Question

A plane-wave calculation of a metal spreads the electron occupations over a chosen energy width, so that a finite k mesh can handle the sharp edge between filled and empty states. The table follows the error as this width changes on one coarse mesh. Its reference uses a denser mesh and a width of 0.1 eV.

D0_3-type AlNi3 (4 atoms in the cell, 11.00 Å³ per atom) at fixed geometry, Ansatz 0.2.0, scalar-relativistic plane-wave PAW, PBEsol, no spin polarisation. The cutoff is 420 eV and the k mesh 7×7×7 with Gaussian smearing; the reference has a 14×14×14 mesh and a Gaussian width of 0.1 eV. Energy (not free energy) is extrapolated to zero smearing; pressure is positive in compression.

```
occupation width (eV)  energy less reference (meV/atom)  free energy less reference (meV/atom)  pressure less reference (GPa)
                 0.01                              1.88                                   3.54                         -0.072
                 0.05                              1.91                                   3.10                         -0.036
                  0.1                              1.82                                   1.75                         -0.013
                  0.2                              2.17                                  -3.77                          0.115
                  0.4                              5.44                                  -29.3                           0.74
```

The column "energy less reference" holds the energy extrapolated to zero smearing, which is the average of the internal energy and the free energy at the chosen width. The free energy is the internal energy less an entropy-like term created by the smearing.

(a) Which part of the energy error belongs to the mesh, and can a narrower width remove it?
(b) Where does the extrapolation to zero smearing fail, and why does it fail there?
(c) Why does the pressure not share the protection that the extrapolated energy has?

Model answer

(a) The row at 0.1 eV has the same width as the reference and differs from it only in the mesh. Its energy error of 1.82 meV/atom is therefore a pure mesh error. Going down to 0.01 eV leaves 1.88 meV/atom, practically the same. A narrower width does not cure this error; the remedy is a denser mesh.

(b) The extrapolated energy stays within 0.1 meV/atom of a common value up to 0.1 eV, has moved slightly at 0.2 eV, and stands 3.6 meV/atom above the 0.1 eV row at 0.4 eV. The reason lies in what smearing does to the electrons. It lifts some of them from just below the Fermi level to just above it. The number lifted grows with the width, and so does the energy that each one gains, so the internal energy rises as the square of the width.

The entropy term outweighs this cost, and the free energy falls by as much as the internal energy rises. The average of the two is then free of smearing error. This balance is exact for a density of states that is constant across the smeared window. If it varies there, the two shifts in general no longer match, and the leading remainder grows as the fourth power of the width.

To see this, let w be the width, F the free energy, U the internal energy, X their average and E₀ the energy without smearing, all on the same mesh. The constants a and b describe the metal, and the form assumes a mesh dense enough to sample the smeared window smoothly:

F = E₀ + a w² + b w⁴

The entropy term follows from the slope of F with w, just as entropy follows from the slope with temperature. This gives

U = F − w dF/dw = E₀ − a w² − 3b w⁴
X = (F + U)/2 = E₀ − b w⁴
F − X = a w² + 2b w⁴

The square term has gone from X, but b stands both in X and in the gap F − X. A gap that departs from growth as the square of the width is therefore a warning that the extrapolation may leave an error behind. For a constant density of states the gap would grow fourfold with each doubling of the width. Here it grows by a factor of 4.4 from 0.1 to 0.2 eV and of 4.8 from 0.2 to 0.4 eV. From 0.05 to 0.1 eV the factor is only 3.6, which this form does not explain; at such narrow widths the coarse mesh may distort the gap.

A fit of the gap to a square and a fourth power over all five rows gives 2b = −313 meV/eV⁴ per atom, hence b ≈ −156. The predicted rise of the extrapolated energy from 0.1 to 0.4 eV is

156 × (0.4⁴ − 0.1⁴) = 156 × 0.0255 ≈ 4.0 meV/atom

The calculation gives 3.6 meV/atom, so the estimate is about a tenth too high. This is a check of consistency and not an independent test: the 0.4 eV row largely fixes b, and the slope relation above ties the gap to the rise. The agreement shows only that two powers of the width describe the smearing fairly well.

The likely source of the uneven density of states is nickel. Its d shell is almost full in this compound, with about nine electrons, so the top of the d bands should lie close to the Fermi level, and a wide window reaches into it. This is an argument from the electron count, since no density of states is at hand to confirm it.

(c) The pressure is the response of the smeared free energy to a change of volume, and the free energy keeps its square term. When the crystal expands, the d orbitals overlap less, the bands narrow and the states crowd together. Smearing then lowers the free energy further, so a smeared crystal gains by expanding. This appears as an extra outward pressure, and the pressure indeed rises with every widening in the table.

Its size can be estimated by letting all bands narrow as ideal d bands do, with a bandwidth proportional to volume to the power −5/3. The extra pressure is then 5/3 of the rise in internal energy divided by the volume. Between 0.01 and 0.4 eV this gives 0.97 GPa, where the calculation has 0.81 GPa. An estimate that is too high is plausible, because the broader s and p bands respond less to volume. At 0.05 and 0.1 eV the estimate is clearly too low; there the coarse mesh may disturb the pressure as much as the width does.

Remarks on the reasoning

A mistake to avoid is to take a small difference from the reference as a sign of a good setting. The free-energy error passes through zero near 0.14 eV, yet the energy is not converged there. The positive mesh error is merely offset by the smearing in excess of the reference's own. The extrapolated energy exposes this, because it still carries its offset of about 2 meV/atom on both sides of the crossing.

The pressure needs a check of its own. Going from 0.1 to 0.2 eV moves the extrapolated energy by only 0.35 meV/atom, yet the pressure rises by 0.13 GPa, and at 0.4 eV it stands 0.75 GPa above the 0.1 eV row. A cell relaxed with the widest smearing would therefore be expected to come out too large. An acceptable extrapolated energy is no licence to use the same width for pressures or cell relaxations. Nor is the absolute pressure near zero in the output a sign of a relaxed cell: it builds on the printed stress of the reference, which may lack the correction for the finite cutoff.

A careful answer also limits what the rise in (b) means. It is a change with width on the coarse mesh. The mesh error may itself shrink at large width, where smoother occupations are easier to sample, and only a dense-mesh run at 0.4 eV could separate the two.

The powers of the width are the part worth carrying to a similar metal. Halving the width cuts the smearing error of the free energy, and that of the pressure, to roughly a quarter, while the leftover in the extrapolated energy should fall to about a sixteenth. In this table the rise above the 0.1 eV row falls only to about a tenth, from 3.62 to 0.35 meV/atom; scatter from the coarse mesh may account for part of the difference. The fit and the pressure estimates for all rows are in the output below.

The analysis program printed:

```
fit of gap on 5 rows: coefficient of w2 -177.6 +/- 1.4, coefficient of w4 -312.8 +/- 8.7; rms 0.0331, worst 0.1 -0.0588, leave-one-out rms 1.32
Smearing terms at fixed mesh:
   row  free less extrapolated energy (meV/atom)  energy rise from 0.1 eV row (meV/atom)  predicted rise (meV/atom)  pressure rise from 0.01 eV row (GPa)  d-band estimate (GPa)
  0.01                                  -0.01812                                    0.06                   -0.01564                                     0                      0
  0.05                                   -0.4881                                    0.09                   -0.01466                                 0.036                0.01214
   0.1                                    -1.748                                       0                          0                                 0.059                0.04055
   0.2                                    -7.618                                    0.35                     0.2346                                 0.187                 0.1916
   0.4                                    -36.42                                    3.62                      3.988                                 0.812                 0.9702
Reference's own free energy below its extrapolated energy (meV/atom): 1.678
Spread of energy error over the three narrowest widths (meV/atom): 0.09
Energy rise at 0.2 eV if the leftover grew as the square, scaled from 0.4 eV (meV/atom): 0.724
Energy rise at 0.2 eV if it grew as the fourth power, scaled from 0.4 eV (meV/atom): 0.2129
Growth of the free-energy gap from 0.1 to 0.2 eV (factor, 4 for a pure square): 4.358
Growth of the free-energy gap from 0.2 to 0.4 eV (factor, 4 for a pure square): 4.78
Free-energy change from 0.1 to 0.4 eV (meV/atom): -31.05
Width where the free-energy error passes zero, interpolated in the square (eV): 0.1397
Pressure change from 0.1 to 0.4 eV (GPa): 0.753
Volume exponent implied by the pressure at 0.2 eV (5/3 for pure d bands): 1.627
Volume exponent implied by the pressure at 0.4 eV (5/3 for pure d bands): 1.395
Absolute pressure of the 0.4 eV row (GPa): -0.00064
```
